**Relativistic change of size in the +6 ions from K to Kr**

The table holds Σ<r²> and the radius of the 0.001 electrons/bohr³ density contour from a B-spline radial code, with non-relativistic Hartree-Fock (configuration average, point nucleus) beside Dirac-Coulomb Hartree-Fock (nl average, Fermi nucleus). The program fits the relative change of Σ<r²> from K6+ to Se6+ as −(Zα)² times three subshell constants weighted by electron counts, and compares it with other powers of Z, a shell-blind power law and Dirac hydrogenic values. The fit leaves an rms misfit of 0.004 percentage points with constants ordered 3s > 3p > 3d, and the two 4s ions, left out of the fit, are reproduced to 0.01 points from the shift of the ionisation energy. A tail-scaling model for the contour overshoots the 4s rows by about 15 % of the shift, gives little more than the sign for n = 3, and has the wrong sign in Mn6+ and Fe6+. The total-energy gap grows as Z to the power 4.29, and nuclear size and mass are estimated at order 10⁻⁵.

Spherical ions of charge +6 from K to Kr, computed with B-spline radial code 1 at the basis-set limit: non-relativistic Hartree-Fock with a point nucleus (A) and Dirac-Coulomb Hartree-Fock with a Fermi nucleus (B). Both are averaged over the configuration of nl shells. Σ<r²> sums over all electrons, and the contour is at a density of 0.001 electrons/bohr³.

## Script

```python
# Table: sum of <r^2> and radius of the 0.001 e/bohr^3 contour of the +6 ions K to Kr, B-spline radial code,
# Hartree-Fock: A non-relativistic (point nucleus), B Dirac-Coulomb (Fermi nucleus).
# Tested: B/A-1 = -(Z alpha)^2 times subshell constants; 4s and contour shifts from the ionisation-energy shift.
T = {
    'ion': ['K6+', 'Ca6+', 'Sc6+', 'Ti6+', 'V6+', 'Cr6+', 'Mn6+', 'Fe6+', 'Co6+', 'Ni6+', 'Cu6+', 'Zn6+', 'Ga6+', 'Ge6+', 'As6+', 'Se6+', 'Br6+', 'Kr6+'],
    'Z': [19, 20, 21, 22, 23, 24, 25, 26, 27, 28, 29, 30, 31, 32, 33, 34, 35, 36],
    'N': [13, 14, 15, 16, 17, 18, 19, 20, 21, 22, 23, 24, 25, 26, 27, 28, 29, 30],
    'configuration': ['[Ne] 3s2 3p1', '[Ne] 3s2 3p2', '[Ne] 3s2 3p3', '[Ne] 3s2 3p4', '[Ne] 3s2 3p5', '[Ne] 3s2 3p6', '[Ar] 3d1', '[Ar] 3d2', '[Ar] 3d3', '[Ar] 3d4', '[Ar] 3d5', '[Ar] 3d6', '[Ar] 3d7', '[Ar] 3d8', '[Ar] 3d9', '[Ar] 3d10', '[Ar] 3d10 4s1', '[Ar] 3d10 4s2'],
    'sum_r_squa_nr': [5.676, 6.38, 6.894, 7.266, 7.53, 7.712, 7.892, 8.019, 8.105, 8.159, 8.186, 8.193, 8.182, 8.159, 8.124, 8.081, 9.686, 11.0],  # bohr²
    'sum_r_squa_dirac': [5.642, 6.342, 6.852, 7.22, 7.48, 7.658, 7.84, 7.969, 8.057, 8.111, 8.14, 8.148, 8.138, 8.115, 8.082, 8.039, 9.575, 10.83],  # bohr²
    'sum_r_squa_pct': [-0.61, -0.6, -0.61, -0.63, -0.66, -0.7, -0.66, -0.63, -0.6, -0.58, -0.56, -0.55, -0.54, -0.53, -0.52, -0.52, -1.15, -1.58],  # %
    'radius_at__nr': [2.414, 2.386, 2.344, 2.296, 2.245, 2.195, 2.183, 2.166, 2.146, 2.125, 2.102, 2.08, 2.057, 2.034, 2.011, 1.989, 2.556, 2.646],  # bohr
    'radius_at__dirac': [2.41, 2.382, 2.34, 2.292, 2.242, 2.192, 2.181, 2.165, 2.146, 2.126, 2.104, 2.082, 2.06, 2.037, 2.015, 1.993, 2.532, 2.62],  # bohr
    'radius_at__pct': [-0.2, -0.2, -0.2, -0.2, -0.1, -0.1, -0.1, 0.0, 0.0, 0.0, 0.1, 0.1, 0.1, 0.1, 0.2, 0.2, -0.9, -1.0],  # %
    'outer_share': [77.8, 82.6, 85.8, 87.9, 89.5, 90.8, 91.8, 92.7, 93.4, 93.9, 94.4, 94.9, 95.2, 95.5, 95.8, 96.1, 24.9, 40.2],  # %
}
import numpy as np
from scipy.constants import alpha, physical_constants as pc
ion = T['ion']; Z = np.array(T['Z'], float); N = np.array(T['N'], float)
p = np.array(T['sum_r_squa_pct'], float); w = np.array(T['outer_share'], float)/100
SA = np.array(T['sum_r_squa_nr'], float); RA = np.array(T['radius_at__nr'], float); RB = np.array(T['radius_at__dirac'], float)
# further outputs of the same runs: ionisation energies (eV); total energies of K, Cr, Zn, Se, Kr (hartree)
IA = np.array([116.6489,124.9422,133.3475,141.8673,150.5039,159.2591,118.5329,122.7134,126.8392,130.9146,134.9434,138.9288,142.8738,146.781,150.6529,154.4915,100.2787,105.3799])
IB = np.array([116.7291,125.0435,133.473,142.0205,150.6885,159.4791,118.0877,122.2255,126.306,130.3333,134.311,138.2425,142.1306,145.9778,149.7865,153.5588,101.7769,107.0164])
ZE = np.array([19., 24, 30, 34, 36])
dE = np.array([589.8263-587.4688, 1040.365-1033.868, 1783.079-1766.259, 2419.481-2390.818, 2779.243-2742.461])
x = 100*(Z*alpha)**2; dI = 100*(IB/IA-1); dR = RB-RA; dRp = 100*dR/RA
n_p = np.clip(N-12, 0, 6); n_d = np.clip(N-18, 0, 10); m = N <= 28
F = np.c_[2+0*N, n_p, n_d]/(2+n_p+n_d)[:, None]
def fit(g):
    c = np.linalg.lstsq((F*g[:, None])[m], -p[m], rcond=None)[0]
    f = -(F@c)*g
    return c, f, np.sqrt(np.mean((p-f)[m]**2))
c, f3, rms = fit(x)
mod = np.where(m, f3, (1-w)*f3 - w*2*dI)
k = np.sqrt(2*IA/pc['Hartree energy in eV'][0]); L = 2*k*RA - 2*(7/k-1); tail = (3/L-1)*dI
print("ion  (Za)^2 %  dSum %  dSum/(Za)^2  model %  resid  dI eV  dI/I %  dR bohr  dR %  tail model %")
for i in range(len(Z)):
    print(f"{ion[i]:5s}{x[i]:6.2f}{p[i]:8.2f}{p[i]/x[i]:9.3f}{mod[i]:10.3f}{p[i]-mod[i]:8.3f}{IB[i]-IA[i]:7.2f}{dI[i]:8.3f}{dR[i]:8.3f}{dRp[i]:7.2f}{tail[i]:8.2f}")
print("rounding: dSum +-0.005 % (rms 0.003); dR +-0.001 bohr (about 0.05 %)")
j = np.argmax(abs(p-mod)*m)
print(f"count model K-Se: c3s {c[0]:.3f}, c3p {c[1]:.3f}, c3d {c[2]:.3f}; rms {rms:.3f} %, worst {ion[j]} {p[j]-mod[j]:+.3f} %")
print("same model with Z^q, rms %: " + ", ".join(f"q={q} {fit((Z/25)**q)[2]:.3f}" for q in range(5)))
s, b = np.polyfit(np.log(Z[m]), np.log(-p[m]), 1); u = -np.exp(b)*Z**s
print(f"shell-blind power law K-Se: exponent {s:.2f}, rms {np.sqrt(np.mean((p-u)[m]**2)):.3f} %; gives Br {u[16]:.2f}, Kr {u[17]:.2f} %")
def hyd(n, ka, y=1e-5):
    def r2(y):
        g = np.sqrt(ka*ka-y); q = n-abs(ka); M = np.sqrt(q*q+2*q*g+ka*ka)
        return (5*M*M-2*ka*ka)*(q+g)**2+(1-g*g)*M*M-3*ka*(q+g)*M
    return (1-r2(y)/r2(0))/y
h = [hyd(3, -1), (hyd(3, 1)+2*hyd(3, -2))/3, (2*hyd(3, 2)+3*hyd(3, -3))/5]
print(f"Dirac hydrogenic c: 3s {h[0]:.3f}, 3p {h[1]:.3f}, 3d {h[2]:.3f}, 4s {hyd(4,-1):.3f}")
print("hydrogenic minus fitted c (3s, 3p, 3d): " + ", ".join(f"{a-b_:.3f}" for a, b_ in zip(h, c)))
for i in (16, 17):
    t = (p[i]-(1-w[i])*f3[i])/w[i]
    print(f"{ion[i]}: 4s part of Sum {w[i]*SA[i]:.2f}, rest {(1-w[i])*SA[i]:.2f} bohr^2; 4s change implied {t:.2f} % (c4s {-t/x[i]:.3f}), -2dI/I {-2*dI[i]:.2f} %; without 4s term {f3[i]:.2f} %")
print(f"-2dI/I against -c(Za)^2: Cr 3p {-2*dI[5]:.2f} / {-c[1]*x[5]:.2f} %, Se 3d {-2*dI[15]:.2f} / {-c[2]*x[15]:.2f} %")
print("tail model has the wrong sign in: " + ", ".join(ion[i] for i in range(len(Z)) if tail[i]*dR[i] < -1e-9))
# further outputs: orbital <r^2> (Ti in A; Ni, As in B), kinetic energies in B, nuclear rms radius and mass number of Kr
dNi = .4*.6839472+.6*.6880499; dAs = .4*.4837806+.6*.489088
print(f"<r^2> ratios: Ti 3p/3s {1.091365/1.01159:.2f}; 3d/3s Ni {dNi/.5762391:.2f}, As {dAs/.3998207:.2f}; 3d per electron Ni {dNi:.3f}, As {dAs:.3f} bohr^2")
print(f"As j splitting of <r^2>: 3p1/2 vs 3p3/2 {100*(.4194938/.4320919-1):.1f} % (hydrogenic {-(hyd(3,1)-hyd(3,-2))*x[14]:.1f}), 3d {100*(.4837806/.489088-1):.1f} % (hydrogenic {-(hyd(3,2)-hyd(3,-3))*x[14]:.1f})")
e = np.polyfit(np.log(ZE), np.log(dE), 1)[0]
print(f"E(A)-E(B): K {dE[0]:.2f}, Kr {dE[-1]:.2f} hartree, exponent in Z {e:.2f}")
print("ratio to hydrogenic 1s^2 shift Z^4 a^2/4 (K, Cr, Zn, Se, Kr): " + ", ".join(f"{v:.2f}" for v in dE/(ZE**4*alpha**2/4)))
print(f"kinetic/|E| in B: K {594.5852/589.8263:.4f}, Kr {2855.343/2779.243:.4f} (1.0000 in A)")
a0 = pc['Bohr radius'][0]*1e15
print(f"Kr scales: (Z R_nuc/a0)^2 {(36*4.1884/a0)**2:.0e}, m_e/M {pc['electron mass in u'][0]/84:.0e}, (Za)^2 {x[-1]/100:.0e}")
j = np.argmax(SA*m)
print(f"Sum in A peaks (K-Se) at {ion[j]}; neighbours lower by {SA[j]-SA[j-1]:.3f}, {SA[j]-SA[j+1]:.3f} bohr^2; contour K to Se {100*(RA[15]/RA[0]-1):.1f} %, Se to Br {100*(RA[16]/RA[15]-1):+.1f} %")
assert np.all(p < 0)
assert c[0] > c[1] > c[2]
assert np.all(dR[:7] < 0) and np.all(dR[10:16] > 0) and np.all(dR[16:] < -0.02)
assert 4.0 < e < 4.6
```

Output:

```
ion  (Za)^2 %  dSum %  dSum/(Za)^2  model %  resid  dI eV  dI/I %  dR bohr  dR %  tail model %
K6+    1.92   -0.61   -0.317    -0.611   0.001   0.08   0.069  -0.004  -0.17   -0.05
Ca6+   2.13   -0.60   -0.282    -0.599  -0.001   0.10   0.081  -0.004  -0.17   -0.06
Sc6+   2.35   -0.61   -0.260    -0.609  -0.001   0.13   0.094  -0.004  -0.17   -0.07
Ti6+   2.58   -0.63   -0.244    -0.630   0.000   0.15   0.108  -0.004  -0.17   -0.08
V6+    2.82   -0.66   -0.234    -0.659  -0.001   0.18   0.123  -0.003  -0.13   -0.09
Cr6+   3.07   -0.70   -0.228    -0.694  -0.006   0.22   0.138  -0.003  -0.14   -0.11
Mn6+   3.33   -0.66   -0.198    -0.657  -0.003  -0.45  -0.376  -0.002  -0.09    0.26
Fe6+   3.60   -0.63   -0.175    -0.628  -0.002  -0.49  -0.398  -0.001  -0.05    0.28
Co6+   3.88   -0.60   -0.155    -0.605   0.005  -0.53  -0.420   0.000   0.00    0.30
Ni6+   4.17   -0.58   -0.139    -0.585   0.005  -0.58  -0.444   0.001   0.05    0.32
Cu6+   4.48   -0.56   -0.125    -0.568   0.008  -0.63  -0.469   0.002   0.10    0.34
Zn6+   4.79   -0.55   -0.115    -0.554   0.004  -0.69  -0.494   0.002   0.10    0.36
Ga6+   5.12   -0.54   -0.106    -0.541   0.001  -0.74  -0.520   0.003   0.15    0.38
Ge6+   5.45   -0.53   -0.097    -0.530  -0.000  -0.80  -0.547   0.003   0.15    0.40
As6+   5.80   -0.52   -0.090    -0.520  -0.000  -0.87  -0.575   0.004   0.20    0.42
Se6+   6.16   -0.52   -0.084    -0.510  -0.010  -0.93  -0.604   0.004   0.20    0.44
Br6+   6.52   -1.15   -0.176    -1.150  -0.000   1.50   1.494  -0.024  -0.94   -1.08
Kr6+   6.90   -1.58   -0.229    -1.590   0.010   1.64   1.553  -0.026  -0.98   -1.15
rounding: dSum +-0.005 % (rms 0.003); dR +-0.001 bohr (about 0.05 %)
count model K-Se: c3s 0.391, c3p 0.171, c3d -0.032; rms 0.004 %, worst Se6+ -0.010 %
same model with Z^q, rms %: q=0 0.016, q=1 0.008, q=2 0.004, q=3 0.015, q=4 0.030
shell-blind power law K-Se: exponent -0.36, rms 0.038 %; gives Br -0.53, Kr -0.53 %
Dirac hydrogenic c: 3s 0.525, 3p 0.324, 3d 0.151, 4s 0.422
hydrogenic minus fitted c (3s, 3p, 3d): 0.134, 0.153, 0.183
Br6+: 4s part of Sum 2.41, rest 7.27 bohr^2; 4s change implied -2.99 % (c4s 0.458), -2dI/I -2.99 %; without 4s term -0.54 %
Kr6+: 4s part of Sum 4.42, rest 6.58 bohr^2; 4s change implied -3.08 % (c4s 0.446), -2dI/I -3.11 %; without 4s term -0.57 %
-2dI/I against -c(Za)^2: Cr 3p -0.28 / -0.52 %, Se 3d 1.21 / 0.20 %
tail model has the wrong sign in: Mn6+, Fe6+
<r^2> ratios: Ti 3p/3s 1.08; 3d/3s Ni 1.19, As 1.22; 3d per electron Ni 0.686, As 0.487 bohr^2
As j splitting of <r^2>: 3p1/2 vs 3p3/2 -2.9 % (hydrogenic -2.1), 3d -1.1 % (hydrogenic -0.9)
E(A)-E(B): K 2.36, Kr 36.78 hartree, exponent in Z 4.29
ratio to hydrogenic 1s^2 shift Z^4 a^2/4 (K, Cr, Zn, Se, Kr): 1.36, 1.47, 1.56, 1.61, 1.64
kinetic/|E| in B: K 1.0081, Kr 1.0274 (1.0000 in A)
Kr scales: (Z R_nuc/a0)^2 8e-06, m_e/M 7e-06, (Za)^2 7e-02
Sum in A peaks (K-Se) at Zn6+; neighbours lower by 0.007, 0.011 bohr^2; contour K to Se -17.6 %, Se to Br +28.5 %
```
